ZrGeS (P4/nmm, 17.81 Å³ per atom), strained along c with a and b fixed and the atoms relaxed; positive strain is stretching. Ansatz 0.2.0, plane-wave PAW, r2SCAN, scalar-relativistic, no spin polarisation, 500 eV cutoff, 10×10×6 k mesh, 0.1 eV Gaussian smearing. Energies are extrapolated to zero smearing and counted from the unstrained crystal.

```
strain (%)  energy change (meV/atom)  volume change (%)
        -3                      13.0              -3.00
        -2                       5.6              -2.00
        -1                       1.4              -1.00
         1                       1.2               1.00
         2                       4.5               2.00
         3                       9.8               3.00
```

**What happens**

Shortening ZrGeS along its c axis costs more energy than stretching it by the same percentage. At 3 % the costs are 13.0 and 9.8 meV/atom. The imbalance is 1.1 meV/atom at 2 % and 3.2 at 3 %; at 1 % it is too close to the last printed digit to be interpreted.

The energy change is counted from the relaxed crystal. The two other cell edges are held fixed while the atoms move to their best positions, so the volume change simply repeats the strain. All six strained crystals come out metallic, with no sign of a change of state along the curve. Their common symmetry and the absence of magnetism are imposed by the calculation, so a distortion that breaks the symmetry is not tested.

**A tempting explanation: the starting cell is a little too short**

Suppose the crystal were a perfect spring whose natural length lay slightly above that of the starting cell. Stretching would first bring it closer to its natural length, while shortening would take it further away. The energy curve would be an ordinary parabola with its lowest point moved to the stretched side. This is worth taking seriously, because an incompletely relaxed cell can produce an imbalance of the same sign. Such an imbalance would grow only in proportion to the strain, however, whereas the calculated one roughly triples between 2 and 3 %.

The explanation can be tested by the stress in the starting cell. To fit the energies as well as it can, the shifted spring needs a compression of 0.39 GPa there, whereas the calculation gives 0.01 GPa. Stress times volume is energy per unit strain: 0.01014 GPa times 17.81 Å³, divided by 160.2 GPa per eV/Å³, gives about 1.1 meV/atom. Over the 6 % between the two end rows, this makes a difference of only 0.07 meV/atom. (The printed output gives 0.0068 for this difference; that line is too small by a factor of ten.)

The stress along the curve gives a second and more general test. Moving the natural length of a perfect spring shifts its stress line but leaves the slope unchanged. In ZrGeS the slope changes greatly: the stiffness is 297 GPa between −3 and −2 %, but 153 GPa between +2 and +3 %. No choice of starting length can produce that.

**A partial explanation: equal percentages are not equal ratios**

Cutting a length by 3 % changes its logarithm more than adding 3 % does. If the energy were a perfect parabola in logarithmic strain, shortening would therefore cost more in a table that counts ordinary percentages. The sign is right, and so is the rapid growth with strain. The size is not: such a spring gives an imbalance of 0.7 meV/atom at 3 %, about a fifth of what is calculated. Most of the effect remains whichever of the two ways of counting strain is used.

**What remains: the crystal itself stiffens and softens**

The calculated stresses show the behaviour directly. The stiffness falls at every step from the shortest crystal to the longest. Each further per cent of shortening adds more to the opposing stress than the last, while each further per cent of stretching adds less. Energy is the accumulated work against this stress, so the shortened side must cost more.

The reason lies in the different reach of two forces. In the relaxed crystal, the attraction from bonding balances the repulsion that arises when the electron clouds of neighbouring atoms are pressed into each other. The repulsion has the shorter reach: it climbs steeply as atoms approach and dies away quickly as they part. The attraction changes more gently with distance.

Stiffness measures how fast the balance between the two is upset when the length changes. On the short side the steep repulsion dominates, and the restoring force builds up ever faster. On the long side the repulsion fades, and the restoring force comes from an attraction that itself weakens with distance. This is standard theory of bonding; the calculation gives total energies, stresses and atomic positions, but not the two forces separately.

In ZrGeS the germanium atoms form flat square nets perpendicular to c. With the other edges held, the Ge–Ge distance within a net stays at 2.57 Å, so the strain must be taken up by distances that have a component along c. The relaxed atomic positions show how it is shared. The Zr–S contact that runs along c is about 2.80 Å long in the starting cell, 2.70 Å at −3 % and 2.93 Å at +3 %. Of the 0.24 Å by which the cell edge changes, this contact takes about 0.10 Å on shortening but 0.13 Å on stretching, although the stress is smaller on stretching (5.5 against 8.1 GPa). The rest of the edge, which crosses a germanium net, takes about 0.14 and 0.11 Å, more nearly in step with the stress.

Most of the uneven stiffness therefore sits in the part of the stack spanned by the Zr–S contact along c: it is hard to squeeze and easier to pull apart. Other bonds cross the same heights, so the lengths alone do not tell how much of the force this one contact carries.

**How large: a two-term estimate**

Near its lowest point any smooth energy curve can be expanded in powers of the strain. The linear term vanishes because the starting cell is practically free of stress. The quadratic term is the perfect spring, equal on both sides. The cubic term is the first that tells shortening from stretching:

$$E = A s^2 - B s^3$$

Here $E$ is the energy change in meV/atom and $s$ the strain in per cent, negative for shortening. A fit to all six rows gives $A = 1.27$ and $B = 0.060$. Its typical miss is 0.05 meV/atom, against 0.32 for the shifted spring, which also has two constants. The printed output that follows compares the models row by row.

The stresses were not used in the fit, so they make a fairer worked example than the energies. At +3 % the slope of the energy curve is $2 \times 1.266 \times 3 - 3 \times 0.0601 \times 9 = 5.97$ meV/atom per per cent of strain. One such unit corresponds to $0.1 \times 160.2/17.81 = 0.90$ GPa. The estimated tension is thus about 5.4 GPa, some 3 % below the calculated 5.5 GPa.

At −3 % the estimate is about 2 % too high, so the formula makes the curve slightly too lopsided. Part of this comes from the treatment of the metal's electrons. The energies in the table are extrapolated to zero smearing of the electron occupations, while the stresses belong to the smeared state. That correction supplies about 0.2 of the 3.2 meV/atom imbalance and acts in the direction of the misses.

The strained runs also carried a warning that their convergence threshold was loose for stresses. Adding up the stress along the path tests whether this matters. It returns 13.0 meV/atom for the shortened end and 9.9 for the stretched end, within 0.1 of the table. The warning does not endanger the conclusion.

**What to do about it**

To obtain a stiffness from energies, strain the crystal both ways by the same amount and average the two costs. The cubic term then cancels. At 3 % the average is $(13.0 + 9.8)/2 = 11.4$ meV/atom; shortening alone would overstate the stiffness by about 14 %, and stretching alone would understate it by as much. The pairs at 1, 2 and 3 % agree on the quadratic term to within about 3 %.

The resulting stiffness is about 228 GPa, and it holds for a crystal whose sides cannot move. This is the elastic constant $C_{33}$, not Young's modulus. At −3 % the held sides are themselves under a compression of 2.3 GPa. A bar with free sides would relieve that stress by bulging and would resist less, so for small strains 228 GPa would overestimate the force on it. The value also belongs to a crystal at zero temperature without atomic vibrations.

For other strains within this range, the two terms give a quick guide. The imbalance grows as the cube of the strain, so halving the strain cuts it to about an eighth. The quadratic cost falls only to a quarter, which means that the relative imbalance is halved. For a related crystal that starts from its relaxed length, the same sign is the natural first guess, since the short reach of repulsion is general; the size has to be calculated.

Numerical output:

```
fit of energy_change on 6 rows: coefficient of strain -0.4286 +/- 0.073, coefficient of s2 1.266 +/- 0.028; rms 0.318, worst 1 -0.362, leave-one-out rms 0.748
fit of energy_change on 6 rows: coefficient of lg2 1.269 +/- 0.06; rms 0.773, worst 3 1.29, leave-one-out rms 1.27
fit of energy_change on 6 rows: coefficient of s2 1.266 +/- 0.0046, coefficient of s3 -0.06008 +/- 0.0016; rms 0.0525, worst 2 0.0847, leave-one-out rms 0.115
Stress along c in GPa, compression positive:
  row  calculated  shifted spring  log spring   cubic
   -3        8.12           7.219       7.169   8.293
   -2       5.148           4.941       4.707   5.204
   -1       2.439           2.663       2.318    2.44
    1      -2.141          -1.892      -2.249  -2.116
    2      -3.994           -4.17      -4.433  -3.907
    3      -5.521          -6.448      -6.552  -5.375
Energy at -2 % less energy at +2 %, meV/atom: 1.1
Energy at -3 % less energy at +3 %, meV/atom: 3.2
Same difference at 3 % from the log spring, meV/atom: 0.6859
Same difference at 3 % from the calculated stress of the starting cell, meV/atom: 0.006764
Part of the difference at 3 % from the smearing correction, meV/atom: 0.2367
Stress of the starting cell that the shifted spring needs, GPa: 0.3855
Stress of the starting cell as calculated, GPa: 0.01014
C33 from the quadratic term of the cubic fit, GPa: 227.8
Stiffness between -3 and -2 %, GPa: 297.2
Stiffness between +2 and +3 %, GPa: 152.7
Work from summed stress down to -3 %, meV/atom: 12.96
Work from summed stress up to +3 %, meV/atom: 9.884
```
